## What one would guess

When methylamine binds to boron trifluoride, electronegativity seems to settle the charges at once. Boron is held by three fluorines and should be strongly positive. Nitrogen is more electronegative than each of its four neighbours and should be clearly negative. The usual Lewis drawing suggests the reverse: nitrogen supplies both electrons of the B–N bond, so it is drawn with a plus sign and boron with a minus sign.

Hirshfeld charges in the neutral singlet adduct of methylamine and boron trifluoride, CH₃NH₂·BF₃, from a PySCF 2.14.0 single-point calculation with TPSS/def2-TZVP at the GFN2-xTB geometry. Row numbers are atom numbers; hydrogens 4 and 5 are bonded to nitrogen, and 6 to 8 to carbon.

| row | hirshfeld charge (e) | computed element |
| --- | --- | --- |
| 1 | 0.215 | B |
| 2 | -0.054 | N |
| 3 | -0.021 | C |
| 4 | 0.153 | H |
| 5 | 0.153 | H |
| 6 | 0.046 | H |
| 7 | 0.057 | H |
| 8 | 0.056 | H |
| 9 | -0.198 | F |
| 10 | -0.199 | F |
| 11 | -0.207 | F |

Neither picture fits these charges. Boron is positive, but its 0.215 e hardly exceeds the size of the charge on a single fluorine. Nitrogen, at −0.054 e, is almost neutral. The puzzle lies in these two atoms, which sit in the middle of the molecule and share the bond that joins its two halves.

## What the charges measure

A Hirshfeld charge divides the electron density at each point in space among the atoms. Each atom receives a share in proportion to the density that its free, neutral atom would have there. A positive value means that the atom has fewer electrons in its share than the free atom. Such charges are usually small, and they are not oxidation states. Other schemes, such as natural population analysis, would be expected to give a much more positive boron and a clearly negative nitrogen. The near-neutral nitrogen therefore belongs to this way of dividing the density.

They do describe the polarity of this molecule well. Placed as point charges on the nuclei, they give 85 % of the computed dipole moment of 5.93 debye, in almost exactly the right direction. The rest comes from the distortion of the density around each atom. The positive end is the amine, as expected if electrons have moved towards BF₃.

## The end atoms follow electronegativity

An atom with only one bond exchanges electrons mainly with one neighbour. Its charge therefore shows fairly directly what that bond does. Each fluorine gains about 0.2 e from boron. Each hydrogen loses electrons, and it loses more to nitrogen (0.153 e) than to carbon (0.053 e on average).

This order is what electronegativity predicts. Fluorine lies far above boron on the scale, nitrogen lies well above hydrogen, and carbon lies only a little above hydrogen. An inner atom is different, because it can take electrons through one bond and lose them through another. Its charge is only what remains after both.

## Following the electrons through the chain

The molecule has no rings, so cutting any one bond divides it into two pieces. If one piece has a charge of +0.1 e, then 0.1 e has left it, and in this accounting it must have crossed the cut bond. The atomic charges thus fix the transfer through every bond. This is a way of adding up charges and does not trace a path taken by individual electrons.

Start at the methyl end. Carbon takes 0.159 e from its three hydrogens but keeps only 0.021 e. It passes the other 0.138 e to nitrogen. Its small charge hides a transfer several times larger.

Nitrogen also takes electrons from its own two hydrogens, which brings its intake to 0.444 e. It passes 0.390 e on to boron, or 88 % of what it takes in. Only 0.054 e stays behind. Nitrogen is nearly neutral because it gives away nearly as much as it collects, even though its bonds are polar.

Boron is the next link. It receives 0.390 e from nitrogen and loses 0.604 e to the three fluorines. Nitrogen thus makes good about 65 % of boron's loss, and the remaining deficit is boron's positive charge. The fluorines are clearly negative, but much of the bill is paid by the amine. Some of the donated density probably ends up on the fluorines, so boron in free BF₃ need not carry the full 0.604 e.

## Why nitrogen gives electrons to a less electronegative atom

The step from nitrogen to boron runs against electronegativity. In an ordinary bond each atom contributes one electron, and the more electronegative atom ends up with the larger share of the pair. Here nitrogen contributes both electrons. Even if it keeps the larger share of that pair, it has lost something compared with the free amine, where the lone pair was its own.

Boron can accept the pair because it has only three bonds in free BF₃, which leaves it with a valence orbital that is largely empty. The fluorines feed some density into this orbital from their own lone pairs, but they do not fill it. When the amine approaches, BF₃ bends from a plane towards a pyramid and the lobe of the orbital that faces nitrogen grows. The nitrogen lone pair then spreads into the region between the two atoms.

The charges show the result without any comparison calculation. Two separate neutral molecules would each have a total charge of zero. In the adduct the amine carries +0.39 e and the BF₃ part carries the opposite charge. Some of this shift may reflect how the Hirshfeld scheme divides an overlapping cloud, but its direction agrees with the dipole. That agreement is only weak support, because the bent BF₃ and the amine would each contribute a dipole of the same sense even without a transfer.

The transfer falls well short of the whole electron implied by the formal charges. The B–N bond is also less fully shared: its Mayer bond order, a measure of shared electrons, is 0.66, against 0.96 for the C–N bond. The Lewis drawing gives the direction of the donation correctly. It goes wrong when its plus and minus signs are read as the charges of the atoms.

## A simple estimate for boron and nitrogen

The argument can be put into a formula. Let the charge $q_i$ of atom $i$ grow with the electronegativity $\chi$ of its neighbours $j$, measured against its own:

$$q_i = k\sum_j(\chi_j-\chi_i)$$

The sum runs over ordinary bonds only, and the donor bond is left out. With rough Pauling values (H 2.2, B 2.0, C 2.6, N 3.0, F 4.0), a least-squares fit to the nine atoms other than boron and nitrogen gives $k=0.106$ e. The typical error on those nine atoms is 0.04 e.

Boron serves as the worked case. Each B–F bond contributes a difference of 2.0, so the sum is 6.0 and the rule gives +0.64 e. Subtracting the 0.39 e donated by the amine leaves +0.25 e, close to the computed 0.215 e. Boron was not in the fit, but this is not an independent success: the charges must add to zero, so the estimate is good because the rule describes the fluorines well.

Nitrogen is the harder case. The rule alone gives −0.21 e, and adding the loss of 0.39 e turns this into +0.18 e. The computed charge is slightly negative instead. Nitrogen must have drawn about 0.23 e more from carbon and hydrogen than the rule allows.

## Induction along the chain

Theory offers a reason for this extra intake. An atom that has lost electron density holds its remaining electrons more tightly and attracts those of its neighbours more strongly. Nitrogen, having given to boron, would therefore pull harder on its own hydrogens and on carbon. Carbon would in turn pull a little harder on the methyl hydrogens, and the effect would fade with each bond.

The charges have this pattern. The hydrogens on nitrogen are much more positive than the rule predicts, 0.153 e against 0.085 e. Those on carbon, one bond further from the donor site, exceed it only slightly. Carbon itself is less negative than the rule predicts, as it should be if it passes extra electrons to nitrogen.

The pattern is suggestive, but it does not establish the cause. The constant $k$ is set mainly by the B–F bonds, and it may simply be too small for N–H and C–N bonds. Part of the contrast between the two kinds of hydrogen would exist without any donation, because nitrogen is more electronegative than carbon. Induction remains a reasonable explanation for what is left over.

## The small irregularities

Two atoms differ slightly from others of their kind. Atom 6 is the least positive methyl hydrogen, by about 0.01 e. It points away from the BF₃ group, whereas atoms 7 and 8 lie on the side of the negative fluorines. A negative neighbour repels electrons, so it could push some density from these two hydrogens towards carbon and leave them more positive.

A point-charge estimate supports this direction. The charges of the BF₃ part make the potential at atom 7 about 0.37 V more negative than at atom 6. The size of the response is untested, so the field is a possible cause and no more. Orbital mixing between the B–N bond and the C–H bond opposite it could act in the same sense.

Atom 11 is the most negative fluorine, again by about 0.01 e. It lies opposite carbon across the B–N bond and has a very slightly longer bond to boron than the other two. The potential of the amine charges differs by only about 0.04 V between atoms 11 and 9, which is little for a shift of this size. The cause of this irregularity remains open.

## The largest charge is not the most exposed site

Boron has the largest positive charge, yet it is not where an approaching negative group would feel the strongest attraction. On the outer surface of the electron density, the potential maximum nearest boron is −0.67 V. Near the hydrogens on nitrogen it reaches about +2.3 V. Boron is surrounded by negative fluorines and its accepting orbital is in use, while these hydrogens lie open at the positive end of the molecule.

The same reasoning explains how to read the whole column. The charge of an end atom describes one bond. The charge of an inner atom is a difference between larger transfers, so a modest change in one of them matters a great deal. If the donation were 0.1 e smaller and the fluorines kept what they have, boron's charge would rise from about 0.21 to 0.31 e.

That sensitivity matters here because donor bonds are soft. The B–N distance of 1.70 Å comes from a tight-binding geometry of the isolated molecule, and a different distance would change the donation. The functional, TPSS, contains no exact exchange, and such functionals tend to overstate the transfer between a donor and an acceptor. The exact charge on boron is therefore less secure than the direction of the transfer.

## The question that remains

How much of the positive charge on the N–H hydrogens is caused by binding to boron? The same calculation on free methylamine, held in the shape it has here, would supply the reference. If its N–H hydrogens were clearly less positive, the difference would measure the electronic effect of binding at this fixed shape, induction through the bonds included. If they were already near 0.15 e, the simple electronegativity rule would be at fault.
